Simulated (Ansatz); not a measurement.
## Zn: pressure and energy change per atom against volume scale

All results are calculated (Ansatz 0.2.0). Plane-wave DFT, scalar-relativistic PAW made under PBE with cores redone for the functional, no dispersion; the given relaxed cell is scaled uniformly, energy at zero smearing counts from the unscaled cell, pressure at the given Fermi-Dirac smearing is positive in compression.

The cell before it is scaled or strained (space group P6/mmm, No. 191):
```
Zn
1.0
      4.3529     0.0000     0.0000
     -2.1764     3.7697     0.0000
      0.0000     0.0000     2.6782
Zn
3
Direct
  1.00000 0.00000 0.00000
  0.33333 0.66667 0.50000
  0.66667 0.33333 0.50000
```

Settings of every row: spin polarised no; functional r2SCAN; wave cutoff 500 eV; smearing width 0.1 eV; k mesh 10x10x13.

Atom starting moment: 0 on all atoms.

Limits: the cell comes from a prototype or a list of computed structures and needn't be the stable phase.

| row | volume scale | V (Å³/atom) | pressure (GPa) | energy change per atom (meV) |
| --- | --- | --- | --- | --- |
| 1 | 0.88 | 12.891 | 14.47 | 68.19 |
| 2 | 0.92 | 13.477 | 8.37 | 27.13 |
| 3 | 0.96 | 14.063 | 3.61 | 5.84 |
| 4 | 1.04 | 15.235 | -3 | 6.18 |
| 5 | 1.08 | 15.821 | ? | ? |
| 6 | 1.12 | 16.407 | -6.93 | 44.26 |

Question: what pressure and energy change per atom should row 5 give?

Worked fit of pressure. Take u = (V_r/V)^(2/3) − 1 with V_r = 14.063 Å³ an atom, which is twice the finite (Eulerian) strain; such expansions in the strain, on which the Birch-Murnaghan equation of state is built, carry the rest volume and the bulk modulus. The shown rows have u = 0.05973, 0.02878, 0, -0.05197, -0.09767. Least squares give pressure = 3.635 + 153.09 × u + 463 × u² GPa; a straight line predicts inner rows, each left out in turn, worse (root mean square 1.3 against 0.092 GPa). The rows lie off it by 0.04, -0.05, -0.02, 0.07, -0.03 (root mean square 0.045 GPa). The withheld row has u = -0.07552, so the fit gives 3.635 + 153.09 × (-0.07552) + 463 × (-0.07552)² = -5.29 GPa.

The calculation gave -5.23 GPa. The fit lies 0.06 GPa (1.1 % of the value, 0.28 % of the column's range) below it; its largest miss of a shown row is 0.07 GPa.

Worked fit of energy change per atom. Take u = (V_r/V)^(2/3) − 1 with V_r = 14.063 Å³ an atom, which is twice the finite (Eulerian) strain; such expansions in the strain, on which the Birch-Murnaghan equation of state is built, carry the rest volume and the bulk modulus. The shown rows have u = 0.05973, 0.02878, 0, -0.05197, -0.09767. Least squares give energy change per atom = 6.234 + 489.14 × u + 9036.4 × u² meV; a straight line predicts inner rows, each left out in turn, worse (root mean square 26 against 1.2 meV). The rows lie off it by 0.50, -0.67, -0.39, 0.96, -0.40 (root mean square 0.62 meV). The withheld row has u = -0.07552, so the fit gives 6.234 + 489.14 × (-0.07552) + 9036.4 × (-0.07552)² = 20.83 meV.

The calculation gave 21.66 meV. The fit lies 0.83 meV (3.8 % of the value, 1.3 % of the column's range) below it; its largest miss of a shown row is 0.96 meV.
